**Q:** I have to set up calculations on gallium nitride, for lattice constants and band gaps. Someone has run five hybrid functionals on one and the same cell. How do I read a pressure as a verdict on a functional?

**A:** The cell is zincblende, the cubic form of GaN; the more common hexagonal form has nearly the same bonds and a gap about 0.2 eV wider. The cell was relaxed beforehand with r2SCAN, a functional without exact exchange, and then held fixed. The pressure tells what each hybrid would do if the cell were released: a positive value means that it would expand, a negative one that it would shrink.

Hybrid-functional DFT with Ansatz 0.2.0 for zincblende GaN in one fixed cell from r2SCAN, with plane waves, PAW potentials, a 6×6×6 k mesh and fixed occupations, without spin polarisation or spin–orbit coupling. The wave cutoff is that of the plane-wave basis; pressure is positive in compression and rounded to 0.1 GPa.

| functional | wave cutoff | pressure (GPa) |
| --- | --- | --- |
| DDH-PBE0 | 420 eV | 1.800 |
| HSE06 | 420 eV | 0.000 |
| LC-wPBE | 420 eV | -5.900 |
| PBE0 | 420 eV | -0.200 |
| r2SCAN0 | 500 eV | -3.700 |

By cubic symmetry the stress is the same along all three axes, so the pressure describes it fully. Zero pressure means agreement with r2SCAN, up to the error that a finite plane-wave basis leaves in the stress. The comparison is useful, because the r2SCAN edge of 4.50 Å lies close to the measured one, roughly 4.5 Å. Quoted measurements scatter by a few tenths of a per cent, so finer differences can't be ranked against experiment.

**Q:** Is 2 GPa a lot? In a process chamber it would be enormous.

**A:** For a stiff crystal it is modest. The bulk modulus $B$ is the pressure needed per relative change of volume, and the volume changes three times as fast as the edge $a$. A pressure $P$ therefore stands for

$$\frac{\Delta a}{a}\approx\frac{P}{3B}.$$

With a rough $B$ of 200 GPa, DDH-PBE0 would lengthen the edge by 0.3 % and LC-wPBE would shorten it by 1.0 %. HSE06 and PBE0 would leave it practically alone.

**Q:** DDH-PBE0 and PBE0 sound like the same functional. Why are they 2 GPa apart?

**A:** They differ only in how much of PBE's exchange is replaced by exact exchange. PBE0 replaces a quarter. DDH-PBE0 replaces the inverse of the dielectric constant, which for GaN is less. The table thus shows that more exact exchange pulls this crystal together.

These runs don't test the reason. To first order in the fraction, the energy changes by the difference between exact and PBE exchange on unchanged orbitals, so the pull means that exact exchange favours the smaller cell more than PBE exchange does. The usual account points to PBE's gradient correction, which rewards an uneven density and hence atoms further apart; the local density approximation lacks it and usually makes lattices too short. Replacing part of PBE's exchange is expected to remove part of that push.

**Q:** Can I work back to plain PBE, with no exact exchange at all?

**A:** Yes, if pressure and gap both change linearly with the exchange fraction. The gap then serves as a ruler for the fraction. The same calculations give 3.70 eV for PBE0 and 3.05 eV for DDH-PBE0, and plain PBE has a gap of roughly 1.7 eV. The way from PBE0 down to PBE is therefore longer than the way to DDH-PBE0 by the factor

$$\frac{3.70-1.7}{3.70-3.05}\approx 3.1 .$$

The pressure rises by 2.0 GPa on the short way, so it should rise by about 6 GPa on the long one. Starting from $-0.2$ GPa, plain PBE ends near $+6$ GPa, and $6/(3\times 200)$ is an edge 1 % too long.

**Q:** Does that agree with anything I could check?

**A:** It does, roughly: PBE is known to make GaN too large by 0.5 to 1 %, depending on the measured edge taken. The two hybrid rows define the straight line, so they don't test it; the test is where the line ends. Moving the assumed PBE gap by 0.2 eV either way shifts the predicted pressure by only about 0.6 GPa. An error of 0.2 GPa in the step between the two rows, whose stresses were loosely converged, would do as much. The ruler also puts the fraction in DDH-PBE0 at 0.17, hence a dielectric constant near 6, which is reasonable for GaN.

**Q:** So a quarter of exact exchange is the right dose, and r2SCAN0, which starts from a better functional, should be better still. Yet it sits at $-3.7$ GPa.

**A:** The dose is right only for the error that it has to cancel. By the estimate above, plain PBE pushes outward by about 6 GPa in this cell, and a quarter of exact exchange pulls inward by about as much. Plain r2SCAN should be near zero pressure here, because the cell is its own. The same quarter then has nothing to cancel and shows up as contraction, about 0.6 % of the edge.

The pull is weaker than in PBE, which fits a functional that already imitates exact exchange more closely. Part of the difference may come from the higher plane-wave cutoff of this row, an effect that was not tested separately.

**Q:** Then I should ask what the parent functional does before I add exact exchange?

**A:** That is the rule to carry to a neighbouring material. Take GaAs, where PBE also gives too long a lattice. It screens more strongly than GaN, so a dielectric-dependent hybrid would mix in less exact exchange and should keep more of PBE's excess length.

**Q:** HSE06 cuts off exact exchange at long range. Why does its lattice agree with that of PBE0?

**A:** The cut is gradual, over a length of about 5 Å with the usual range parameter, while a Ga–N bond measures 1.95 Å. At that distance somewhat more than half of the interaction is kept, and more at shorter range. The part that is cut varies slowly over a bond, and HSE06 replaces it by long-range PBE exchange, which gives almost the same energy: the exact-exchange terms of the two runs differ by 7.5 eV, their total energies by only 0.11 eV. The difference shows in the energy levels: going from HSE06 to PBE0 lowers the top of the valence band by 0.37 eV and raises the bottom of the conduction band by 0.32 eV. A nearly uniform shift of the filled levels against the empty ones widens the gap, but the pressure measures only how the total energy changes with the size of the cell, and the small remainder in that energy should depend little on it. The remaining 0.2 GPa between the two functionals deserves no explanation, since the stresses were only loosely converged.

**Q:** And LC-wPBE?

**A:** It does the reverse: PBE exchange at short range, full exact exchange at long range. With its usual range parameter the changeover is largely complete by about 1.3 Å, inside the bond, so the bonding electrons feel far more than a quarter of exact exchange. By the same reasoning as before, the crystal should contract strongly, and it does. At long range nothing represents the screening by the other electrons, and the gap of 8.3 eV is about 5 eV above the measured one. I wouldn't use this functional for bulk GaN.

**Q:** Could I skip the stresses and judge the lattice from the gap? The widest gap does go with the strongest contraction.

**A:** HSE06 and DDH-PBE0 warn against it: their gaps agree within 0.05 eV, but their pressures differ by 1.8 GPa. A straight line of pressure against gap, fitted to all five rows, misses r2SCAN0 by 2.6 GPa and leans heavily on LC-wPBE. The gap worked as a ruler earlier only because PBE0 and DDH-PBE0 differ in a single ingredient. The output printed below gives both calculations.

**Q:** Which functional should I take for the gap, then?

**A:** Against a measured gap of roughly 3.3 eV, HSE06 and DDH-PBE0 are about 0.3 eV too low, PBE0 is 0.4 eV too high and r2SCAN0 0.7 eV too high. But the motion of the atoms lowers the measured gap by something like 0.1 to 0.2 eV, and these calculations hold the atoms still. The fair target is therefore 3.4 to 3.5 eV. Against that, PBE0 is 0.2 to 0.3 eV too high and HSE06 0.4 to 0.5 eV too low, so PBE0 comes closer, and the two together bracket the gap.

**Q:** Would relaxing the cell with each functional change that picture?

**A:** Only a little. The gap of GaN grows by roughly 0.04 eV per GPa of compression. Releasing the cell would add about 0.15 eV for r2SCAN0 and take away 0.07 eV for DDH-PBE0. The step from HSE06 to PBE0 is 0.7 eV in the same cell, so the choice of functional matters far more for the gap than the small change of lattice that comes with it.

**Q:** Our devices have an AlGaN barrier on GaN. Is a lattice error of a few tenths of a per cent harmless there?

**A:** Not if it enters one layer only. Such devices use the hexagonal form, but the lattice errors found here are expected to carry over. A barrier with one fifth of AlN is mismatched to GaN by roughly 0.5 %, and the five functionals spread over 1.3 % in the edge. Taking one layer from r2SCAN0 and the other from HSE06 would create a false strain as large as the real one. Use one functional for the lattices of both layers, so that much of its error cancels.

**Q:** What does all this cost?

**A:** Every functional in the table is a hybrid and pays for exact exchange. On this mesh each orbital has to be paired with $6\times6\times6\times9=1944$ occupied ones, before symmetry saves some of the work. r2SCAN needs no such sum. Raising the cutoff from 420 to 500 eV adds about 30 % more plane waves and makes the exchange sum dearer by roughly as much, a small matter beside having that sum at all. DDH-PBE0 also needs a dielectric constant first, and HSE06 usually gets by with a coarser mesh because its exchange is short-ranged.

For GaN I would therefore relax the cell with r2SCAN and compute the gap in that cell with both HSE06 and PBE0, which should bracket it. If only one is affordable, PBE0 comes closer here, on a mesh whose convergence was not tested, while HSE06 can save time through its coarser mesh. Both hybrids are nearly free of pressure there, so the cheap lattice brings no noticeable strain into the expensive step. With r2SCAN0 or LC-wPBE the same shortcut would leave the crystal stretched by 0.6 % or 1.0 % relative to the functional's own lattice.

Printed output of the fit:

```
Each functional in the fixed cell and after estimated relaxation:
       row  'pressure GPa'  'lattice change %'  'estimated edge A'  'gap in fixed cell eV'  'gap change on relaxing eV'  'fixed-cell gap less measured eV'
  DDH-PBE0             1.8                 0.3               4.511                   3.048                       -0.072                             -0.252
     HSE06               0                   0               4.498                   3.005                            0                            -0.2949
   LC-wPBE            -5.9             -0.9833               4.454                   8.304                        0.236                              5.004
      PBE0            -0.2            -0.03333               4.496                     3.7                        0.008                             0.3998
   r2SCAN0            -3.7             -0.6167                4.47                   3.991                        0.148                             0.6913
Pressure step from PBE0 to DDH-PBE0, GPa: 2
Exchange fraction of DDH-PBE0 inferred from the gaps: 0.1685
Dielectric constant that this fraction implies: 5.934
Predicted pressure of plain PBE in this cell, GPa: 5.937
The same if the PBE gap were 1.5 eV, GPa: 6.55
The same if the PBE gap were 1.9 eV, GPa: 5.323
Predicted lattice excess of plain PBE over this cell, %: 0.9895
Pressure change from a quarter of exact exchange added to PBE, GPa: -6.137
Gap of PBE0 less gap of HSE06, eV: 0.6947
Shift of valence band top from HSE06 to PBE0, eV: -0.373
Shift of conduction band bottom from HSE06 to PBE0, eV: 0.3217
Range length of HSE06, angstrom: 4.811
Range length of LC-wPBE, angstrom: 1.323
fit of pressure on 5 rows: constant 3.721 +/- 2, coefficient of gap -1.207 +/- 0.42; rms 1.44, worst r2SCAN0 2.6, leave-one-out rms 6.43
Lattice spread over the five functionals, %: 1.283
Rough mismatch of GaN with an alloy of one fifth AlN, %: 0.48
Plane-wave count at 500 eV relative to 420 eV: 1.299
Occupied orbitals on the full mesh in the exchange sum: 1944
```
